## Appendix: Self-consistent phonon instability inferred from Debye–Waller factors of Al, Cu and Au

### Model

Each Cartesian displacement $x$ of an atom moves classically in $V(x)=V_0(1-\cos Gx)$, with bare force constant $K_0=V_0G^2$. A Gaussian trial distribution of variance $\sigma^2=\langle u_x^2\rangle$ has $\langle\cos Gx\rangle=e^{-y}$ with $y=G^2\sigma^2/2$, and variational free energy $F=V_0(1-e^{-y})-\tfrac12k_BT\ln y+\text{const}$. Stationarity gives $\sigma^2=k_BT/K$ with

$$K=K_0e^{-G^2\sigma^2/2},\qquad ye^{-y}=\frac{k_BT}{2V_0}.\tag{A1}$$

There $F''(y)=k_BT(1-y)/2y^2$, so only the root with $y<1$ is a minimum. It disappears at the maximum of $ye^{-y}$, $y=1$, where $k_BT_s=2V_0/e$, $K=K_0/e$ and $G^2\sigma^2=2$. Since $F\to-\infty$ as $y\to\infty$, the minimum is local and $T_s$ is a limit of metastability within the approximation, not a melting point.

The classical Debye result $\langle u^2\rangle=3\sigma^2=9\hbar^2T/Mk_B\theta^2$ defines $\theta=(\hbar/k_B)\sqrt{3K/M}$, so $\theta_s^2=\theta_0^2/e$. With the Lindemann ratio $\delta=\sqrt{3\sigma^2}/d$ and the fcc neighbour distance $d=a/\sqrt2$,

$$\delta_s=\frac{\sqrt{12}}{Ga},\qquad T_s=\frac{\delta_s^2}{18e}\,\frac{Mk_B\theta_0^2a^2}{\hbar^2}.\tag{A2}$$

If $Ga$ is common to a family of crystals, $\delta_s$ is universal and $T_s\propto M\theta_0^2a^2$. Because $y$ depends only on $T/T_s$, the same holds for $T_m$ if melting occurs at a fixed fraction of $T_s$.

### Data

The Debye–Waller factors $B=8\pi^2\sigma^2$ below were made for this exercise, as ambient-pressure diffraction would yield them, each with an independent standard uncertainty of 2%. Masses and lattice constants are approximate inputs.

| | $M$ (u) | $a$ (Å) | $T_1$ (K) | $B_1$ (Å$^2$) | $T_2$ (K) | $B_2$ (Å$^2$) |
|---|---|---|---|---|---|---|
| Al | 27.0 | 4.05 | 500 | 1.48 | 850 | 2.90 |
| Cu | 63.5 | 3.61 | 600 | 1.14 | 1200 | 2.68 |
| Au | 197.0 | 4.08 | 600 | 1.26 | 1200 | 3.05 |

The unknowns are $G$ and $K_0$, and with them $V_0$, $\theta_0$, $T_s$ and $\delta_s$.

### Inversion

Each datum fixes $K_i=8\pi^2k_BT_i/B_i$, and by (A1) $\ln K$ is linear in $B$ with slope $-G^2/16\pi^2$. With $b=B_2/B_1$ and the softening $L=\ln(K_1/K_2)=\ln(bT_1/T_2)$,

$$G^2=\frac{16\pi^2L}{B_2-B_1},\quad y_1=\frac{L}{b-1},\quad K_0=K_1e^{y_1},\quad T_s=\frac{T_1e^{y_1-1}}{y_1}.\tag{A3}$$

The last form follows from $y_1e^{-y_1}=T_1/eT_s$.

| | Al | Cu | Au |
|---|---|---|---|
| $L$ | 0.142 | 0.162 | 0.191 |
| $y_1$ | 0.148 | 0.120 | 0.134 |
| $y_2=y_1+L$ | 0.290 | 0.281 | 0.325 |
| $G$ (Å$^{-1}$) | 4.0 ± 0.3 | 4.1 ± 0.3 | 4.1 ± 0.2 |
| $K_0$ (eV Å$^{-2}$) | 2.7 ± 0.1 | 4.0 ± 0.1 | 3.7 ± 0.1 |
| $V_0$ (eV) | 0.17 ± 0.02 | 0.24 ± 0.03 | 0.22 ± 0.02 |
| $\theta_0$ (K) | 408 ± 8 | 328 ± 5 | 178 ± 3 |
| $T_s$ ($10^3$ K) | 1.4 ± 0.2 | 2.1 ± 0.2 | 1.9 ± 0.2 |
| $\delta_s$ | 0.22 ± 0.02 | 0.24 ± 0.02 | 0.21 ± 0.01 |

The spread of $\delta_s$ is comparable with its uncertainties, so data of this quality allow a common $Ga$ without establishing it.

### Propagation of errors

With $s=\partial y_1/\partial\ln b=[1-by_1]/(b-1)$, the logarithmic derivatives with respect to $(B_1,B_2)$ are

- $G^2$: $\left(\frac{1}{b-1}-\frac1L,\ \frac1L-\frac{b}{b-1}\right)$, for Cu $(-5.4,\,+4.4)$;
- $K_0$: $(-1-s,\ s)$, for Cu $(-1.5,\,+0.5)$;
- $V_0$ and $T_s$: $(1/y_1-1)\,s\,(+1,-1)$, for Cu $(+3.9,\,-3.9)$.

The tabulated uncertainties add these terms in quadrature. The harmonic quantities are well conditioned. The anharmonic ones rest on the small number $L$, uncertain by $\sqrt2\times0.02=0.028$, so that 2% in $B$ becomes 11% in $T_s$ for Cu. A common scale factor in $B_1$ and $B_2$ cancels from $T_s$ and $V_0$, but rescales $G^2$ and $K_0$ inversely.

### Uniqueness

Within the model, two points fix one straight line. For $B_2>B_1$ a real $G$ exists if $L>0$ and is unique up to its irrelevant sign, and $y_2<1$ places both data on the stable branch. No degree of freedom remains to test the model, and two ambiguities lie outside it.

*Shape of the well.* To first order in $\sigma^2$ the data probe only $V''(0)$ and $V''''(0)=-K_0G^2$, while $T_s$ is extrapolated from $y_2$ to $y=1$. The truncated well $\tfrac12K_0x^2-\tfrac1{24}K_0G^2x^4$ gives $K=K_0(1-y)$ and $y(1-y)=k_BT/2V_0$ with $V_0=K_0/G^2$, which fails at $y=\tfrac12$. It fits the same data exactly with $y_1=(1-e^{-L})/(b-e^{-L})$ and $T_s=T_1/[4y_1(1-y_1)]$, which is $1.7\times10^3$ K for Cu in place of $2.1\times10^3$ K.

*Thermal expansion.* The model holds $K_0$ fixed, but at ambient pressure $\ln K_0$ falls by $\Delta=6\gamma\alpha(T_2-T_1)$, since $K\propto\theta^2$ and $d\ln\theta=-3\gamma\alpha\,dT$. For a heat capacity of $3k_B$ per atom the Grüneisen parameter is $\gamma=\alpha\mathcal{B}a^3/4k_B$ with $\mathcal{B}=(C_{11}+2C_{12})/3$. The compiled room-temperature values of $(C_{11},C_{12})$ (Blaschke) are (106.75, 60.41), (168.3, 121.2) and (192.44, 162.98) GPa for Al, Cu and Au, and those of $\alpha$ at 293 K (Kaye and Laby Online) are 23.1, 16.5 and $14.2\times10^{-6}$ K$^{-1}$. They give $\mathcal{B}=75.9$, 136.9, 172.8 GPa and $\gamma=2.1$, 1.9, 3.0. Held constant in temperature, they give $\Delta=0.10$, 0.11, 0.15, most of $L$. The remainders $L-\Delta=0.04$, 0.05, 0.04 hardly exceed the uncertainty 0.028. Both softenings are linear in $T$ at lowest order, so $B(T)$ alone barely separates them. The tabulated $G$ is an effective isobaric parameter, and the fixed-volume one is practically undetermined.

Quantum motion matters less. It multiplies $B$ by $1+\theta^2/36T^2$ at leading order, and removing it raises $L$ by $(\theta^2/36)(T_1^{-2}-T_2^{-2})$. The compiled Debye temperatures (Wikipedia) of 428 K for Al and 343 K for Cu give 0.013 and 0.007.

### Status of the result

The values $T_s=1.4$, 2.1 and $1.9\times10^3$ K and $\delta_s=0.21$ to 0.24 are the model's, for constructed data. As typical knowledge, the three metals melt near 930, 1360 and 1340 K at $\delta$ around 0.13, so the model's instability lies roughly 40 to 55% too high in temperature and a factor 1.6 to 1.8 too high in amplitude if read as melting. Melting is set by equality with the free energy of the liquid, which the model lacks; what the model supplies is the scaling (A2), not the prefactor for $T_m$.